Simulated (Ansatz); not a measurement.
**Ligand exchange: SnH3(NH2) + C3H9BS → SnH3(SH) + C3H10BN**

Species: SnH3(NH2), singlet; C3H9BS `CC(C)BS`, singlet; SnH3(SH), singlet; C3H10BN `CC(C)BN`, singlet. The partners trade NH2 for SH: Sn–NH2 and B–SH bonds give way to Sn–SH and B–NH2.

Shapes, held fixed at every level: PBE0-D4/def2-TZVP. Flexible molecules stand in one conformer, not always the lowest. Programs: Ansatz 0.2.0. The zero-point and thermal change to 298 K, harmonic and unscaled (PBE0-D4/def2-TZVP), is +3.9 kJ/mol.

Problem. Estimate ΔH(298 K) of this reaction.

Solution. The highest level, CCSD(T)/def2-TZVPP, gives ΔH(298 K) = -103.7 kJ/mol; the levels span -119.1 to -103.4. The column of differences is taken from that level and isn't an error. No measured value is set beside it here. For atoms past krypton def2 sets carry core potentials with scalar relativity. Correlated rows may include outer-core shells of Sn, which these sets cover unevenly.

| level | kind | ΔH(298 K) (kJ/mol) | less CCSD(T)/def2-TZVPP |
| --- | --- | --- | --- |
| HF/def2-TZVPP | Hartree–Fock | -119.1 | -15.4 |
| PBE-D4/def2-TZVPP | GGA | -106.3 | -2.6 |
| B3LYP-D4/def2-TZVPP | global hybrid | -111.5 | -7.8 |
| BHLYP-D4/def2-TZVPP | global hybrid | -116.6 | -12.9 |
| wB97M-V/def2-TZVPP | range-separated hybrid | -111.6 | -7.9 |
| wB97X-V/def2-TZVPP | range-separated hybrid | -108.1 | -4.4 |
| MP2/def2-TZVPP | perturbation theory | -103.4 | +0.3 |
| CCSD(T)/def2-TZVPP | coupled cluster or CI | -103.7 | 0.0 |

Every level makes the exchange strongly exothermic, with amide preferring boron and thiolate preferring tin. The main reason is probably the B–N bond: nitrogen's compact lone pair donates well into the empty boron p orbital, giving the aminoborane partial double-bond character. Sulfur's more diffuse 3p lone pair overlaps less effectively with that orbital, and the B–S σ bond is also weaker. Tin, larger and more polarisable, has no comparably accessible empty p orbital and gives up less when the harder amide is replaced by the softer thiolate.

Electron correlation reduces the driving force, from -119.1 kJ/mol in Hartree–Fock to -103.7 kJ/mol in CCSD(T), so it stabilises the reactants more than the products. MP2 already recovers nearly all of this shift, which suggests that higher-order contributions largely cancel between the two sides. The density functionals all fall between these limits, and their spread affects the size of the preference but not its direction. The overall enthalpy can't by itself separate the gain at boron from the change at tin.
